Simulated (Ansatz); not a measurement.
**A family of molecules: the HOMO–LUMO gap**

One atom is swapped for its congeners: CH3BClFO (methoxychlorofluoroborane) `COB(F)Cl`; CH3AlClFO `C[O][Al]([F])[Cl]`; CH3ClFInO `C[O][In]([F])[Cl]`. The Ga member is missing. All are singlets with charge 0.

Shapes, held fixed at every level: PBE0-D4/def2-TZVP. Flexible molecules stand in one conformer, not always the lowest. Programs: Ansatz 0.2.0. Values in eV.

Task: How should the HOMO–LUMO gap change along the series?

Result: At wB97M-V/def2-TZVPP the HOMO–LUMO gap falls at every step, from 13.83 to 10.06 eV. Every level shows the same order. For atoms past krypton def2 sets carry core potentials with scalar relativity. Orbital gaps aren't excitation energies, and the LUMO depends on the basis.

| level | CH3BClFO | CH3AlClFO | CH3ClFInO |
| --- | --- | --- | --- |
| SPW92/def2-TZVPP | 7.15 | 5.24 | 3.11 |
| PBE-D4/def2-TZVPP | 7.30 | 5.37 | 3.27 |
| r2SCAN-D4/def2-TZVPP | 8.08 | 6.18 | 3.78 |
| B3LYP-D4/def2-TZVPP | 9.35 | 7.25 | 5.14 |
| BHLYP-D4/def2-TZVPP | 12.16 | 10.07 | 8.06 |
| PBE0-D4/def2-TZVPP | 9.87 | 7.80 | 5.70 |
| wB97M-V/def2-TZVPP | 13.83 | 11.88 | 10.06 |

The gap narrows markedly from boron to indium, and the size of that fall depends far less on the functional than the gap itself does, which widens probably because exact exchange lowers the occupied levels and raises the empty ones. The main cause is probably the acceptor level on the group 13 atom. Boron's compact 2p orbital overlaps well with the lone pairs of oxygen, fluorine and chlorine, and this π donation pushes the empty level up. Aluminium and indium have more diffuse valence p orbitals and longer, more polar bonds, so the antibonding push is weaker. In the indium compound, the LUMO likely also has considerable In 5s and σ* character, kept low by the poorly shielding filled d shell and by relativistic stabilisation of the s orbital. More ionic bonds may also raise the ligand lone pairs that probably form the HOMO. The series doesn't establish a smooth decline through gallium, whose 4s level is lowered by the first filled d shell and often breaks regular trends in this group.
